# Estimating the pressure in a strained metal by hand

## The spring picture and where it breaks

The simplest picture of a strained crystal is a spring. Doubling the strain doubles the pressure, and stretching by some amount gives the same answer as squeezing by that amount, with the sign reversed. The table tests this for bcc nickel, calculated with the PBEsol functional. One cube edge is lengthened or shortened while the other two are held, so every strained cell is tetragonal.

Bcc nickel, one atom per cell, strained along one cube edge from an unrelaxed cell (a = 2.767 Å), with the other two edges and the fractional coordinates fixed. Ansatz 0.2.0, plane-wave PAW, scalar-relativistic, PBEsol, collinear spin, cutoff 420 eV, 24×24×24 k mesh, Gaussian smearing of 0.15 eV. Stress is positive in tension, pressure in compression.

```csv
strain,tensile stress along pattern (GPa),pressure (GPa),total moment (Bohr magneton a cell)
-0.15,-55.02,49.22,0.4820
-0.1125,-30.23,31.11,0.4930
-0.075,-14.25,17.03,0.4940
-0.0375,-4.02,5.98,0.5020
0,2.74,-2.74,0.5290
0.0375,7.73,-9.74,0.5600
0.075,11.83,-15.40,0.5900
0.1125,15.46,-19.99,0.6200
0.1312,17.15,-21.93,0.6340
0.15,18.80,-23.69,0.6460
```

Pressure counts as positive in compression, and strain is the relative change of the one edge. From the starting cell to strain −0.15 the pressure rises by 49.2 + 2.7 ≈ 52 GPa. From the same cell to +0.15 it falls by only 23.7 − 2.7 = 21 GPa. The spring picture thus fails badly at these strains: the crystal resists squeezing far more than stretching.

## Why squeezing is harder

Two tendencies balance in a metal. Bonding electrons pull the atoms together, while the repulsion between atoms pushed into each other drives them apart. The repulsion is the steeper of the two: it climbs quickly as atoms approach and fades quickly as they separate.

A squeezed crystal therefore becomes stiffer as it is squeezed, and a stretched one becomes softer. The measure of this stiffness is the bulk modulus K, the pressure needed per relative loss of volume. This account is general theory of cohesion; the table shows the stiffening itself, not the separate forces behind it.

## From the picture to a rule

The simplest way to put this into numbers is to let the bulk modulus grow in proportion to the added pressure. Suppose each extra GPa of pressure adds n GPa to K. Since only one edge changes, the volume relative to the start is x = 1 + strain. Adding up the pressure over small steps of volume then gives the Murnaghan form:

K = K₀ / xⁿ

p = p₀ + (K₀/n) · (1/xⁿ − 1)

Here p₀ and K₀ are the pressure and the bulk modulus of the starting cell.

The three constants come from the three innermost rows alone. The middle row gives p₀ = −2.74 GPa. The bend of the pressure curve across the three rows gives n ≈ 4.8, which is rounded to 5 for easy arithmetic. With that exponent, the pressure difference between the two rows at ±0.0375 fixes K₀/n at 41.5 GPa, so K₀ is 5 × 41.5 ≈ 208 GPa. The rule of thumb is

**p ≈ −2.74 + 41.5 · (1/x⁵ − 1), in GPa**

## Two rows worked

Both ends of the scan lie outside the three rows that set the constants. A fifth power needs only two squarings and one multiplication.

Strain −0.15:

- x = 0.85, x² = 0.7225, x⁴ = 0.522, x⁵ = 0.444
- 1/x⁵ = 2.254
- p ≈ −2.74 + 41.5 × 1.254 = 49.3 GPa; the table has 49.2 GPa

Strain +0.15:

- x = 1.15, x² = 1.3225, x⁴ = 1.749, x⁵ = 2.011
- 1/x⁵ = 0.497
- p ≈ −2.74 − 41.5 × 0.503 = −23.6 GPa; the table has −23.7 GPa

The number 1/x⁵ has a meaning of its own: it is the factor by which K has changed in the rule. Away from the start, this K is strictly the stiffness along this one path, because the cell changes its shape as well as its volume. It more than doubles towards the compressed end and halves towards the stretched end, which is the asymmetry seen in the table.

## How good the rule is

In the seven rows that played no part in setting the constants, the rule misses by at most about 0.1 GPa, or about half a percent of the calculated pressure. A straight line through the start, with its slope taken from the same inner rows, comes out too low in every strained row. At strain −0.15 it misses by 21 GPa. The printed output after this text gives both estimates row by row.

The exponent deserves less trust than this agreement suggests. With 4 or 6 in place of 5, and the prefactor adjusted to the same inner rows, the estimate at −0.15 is off by 4 to 5 GPa. The unrounded 4.8 would therefore have missed that row by somewhat less than 1 GPa, so the rounding happened to help.

This also shows how to approach a neighbouring case. For many metals under uniform compression the exponent lies roughly between 4 and 6, a range recalled here and not tested by the table. Straining a single edge may shift it. With a known bulk modulus and the guess n = 5, an exponent wrong by one would cost about a tenth of the pressure at 15 % compression, if the other metal behaves like this one.

## Why volume alone is enough

The rule contains only the volume, although the cell also changes its shape. Symmetry explains why this can work for a cubic starting cell; without three equivalent axes the argument does not hold. Imagine a small stretch along one cube axis at constant volume. By symmetry it must change the pressure by the same amount whichever of the three axes is chosen. Carrying out all three stretches in turn brings back the original cell, so the three equal changes add up to zero, and each of them is zero to first order.

What remains grows with the square of the distortion and need not be negligible at the ends of the scan. The table cannot separate it, because each volume occurs with one shape only. The bend of the inner rows, which set the exponent, is itself an effect of second order, so the exponent already contains any such contribution. The value 5 therefore describes this kind of strain and is not a clean value for uniform compression.

## Where the rule must not be used: the pull along the axis

Pressure is an average over three directions. It is tempting to reverse its sign and call the result the tension along the stretched edge. At strain +0.15 this would give 23.7 GPa, whereas the table has 18.8 GPa. The sideways tension is 26.1 GPa, and in every stretched row it exceeds the tension along the edge that is actually being pulled.

The cause is a known weakness of bcc nickel. At constant volume the cubic shape is not a minimum of the energy, and the crystal gains by becoming tetragonal; lengthened far enough with the side edges shrinking to keep the volume, it would reach the fcc structure that nickel normally takes, a point well outside this scan. The change of shape therefore assists the pull. The stresses of the inner rows show this directly, as they correspond to a negative shear modulus of about −40 GPa. The lattice survives in the calculation only because its shape is prescribed.

For small strains a correction is simple:

axial tension ≈ −p − 53 · strain, in GPa

The factor 53 again comes from the rows at ±0.0375. At ±0.075 the corrected estimate is within about 1.2 GPa of the table, but at −0.15 it misses by 14 GPa. The effect of shape is already largest at the row −0.075 and has shrunk by −0.1125, where the estimate misses by 5 GPa. Between −0.1125 and −0.15 it changes sign: the flattened cell now resists further flattening, and a straight-line correction cannot follow that turn.

## The edges of the range

Towards large expansion the rule fails for a basic reason. As x grows, 1/x⁵ vanishes and the pressure settles at −2.74 − 41.5 ≈ −44 GPa. In truth, layers drawn far apart stop pulling on each other, and the sideways tension left within each layer is spread over an ever larger volume, so the pressure returns to zero. On the way there the mean tension, which is the pressure with its sign reversed, must pass through a maximum, and the rule has none. The table does not reach this maximum, since the mean tension is still rising in its last row.

The starting pressure must not be dropped. The starting cell was not relaxed and is slightly too large; by the rule, the pressure vanishes at a strain of about −0.013. Leaving out p₀ would shift every estimate by 2.7 GPa, which matters most near the start, where the pressure itself is small.

The constants also belong to one magnetic state. The moment rises from 0.48 to 0.65 Bohr magnetons along the scan, in uneven steps under compression but without a jump, which fits a crystal that stays in the same ferromagnetic state. Only one starting moment was tried, however, so a lower state is not excluded. A jump to another state would call for new constants. The PBEsol runs also used PAW datasets made for the PBE functional, which may shift the constants by an amount that the table cannot show.

Numerical output:

```
Fall of pressure per unit strain from the inner pair, GPa: 209.6
Exponent n from the curvature of the three inner rows: 4.835
Prefactor K/5 for exponent 5 from the inner pair, GPa: 41.51
Bulk modulus at the start implied by the rounded rule, GPa: 207.5
Largest miss of the rule in the seven outer rows, GPa: 0.1027
Largest miss of the rule in the seven outer rows, percent: 0.514
Miss of exponent 4 at strain -0.15, GPa: -4.314
Miss of exponent 6 at strain -0.15, GPa: 4.979
Pressure the rule tends to at endless expansion, GPa: -44.24
Strain at which the rule gives zero pressure: -0.01271
Pressure rule in GPa:
      row  inverse fifth power    rule  rule less table  straight line  line less table
    -0.15                2.254   49.29          0.07055           28.7           -20.52
  -0.1125                1.816   31.13          0.02135          20.84           -10.27
   -0.075                1.477   17.04          0.01292          12.98            -4.05
  -0.0375                1.211   5.999           0.0194           5.12            -0.86
      0.0                    1   -2.74                0          -2.74                0
   0.0375               0.8319  -9.717          0.02292          -10.6            -0.86
    0.075               0.6966  -15.33          0.06718         -18.46            -3.06
   0.1125               0.5868  -19.89           0.1027         -26.32            -6.33
   0.1312               0.5399  -21.83          0.09532         -30.24            -8.31
     0.15               0.4972  -23.61          0.08283         -34.18           -10.49
Slope of the shape stress from the inner pair, GPa: -52.93
Tetragonal shear modulus (C11-C12)/2 from that slope, GPa: -39.7
Axial tension in GPa:
      row  shape stress  sideways tension  axial estimate  estimate less table
    -0.15          -5.8            -46.32          -41.35                13.67
  -0.1125          0.88            -31.55          -25.18                5.054
   -0.075          2.78            -18.42          -13.07                1.177
  -0.0375          1.96             -6.96          -4.014             0.005604
      0.0             0              2.74            2.74                    0
   0.0375         -2.01             10.74           7.732             0.002076
    0.075         -3.57             17.19           11.36              -0.4672
   0.1125         -4.53             22.25           13.93               -1.528
   0.1312         -4.78             24.32           14.89                -2.26
     0.15         -4.89             26.14           15.67               -3.133
```
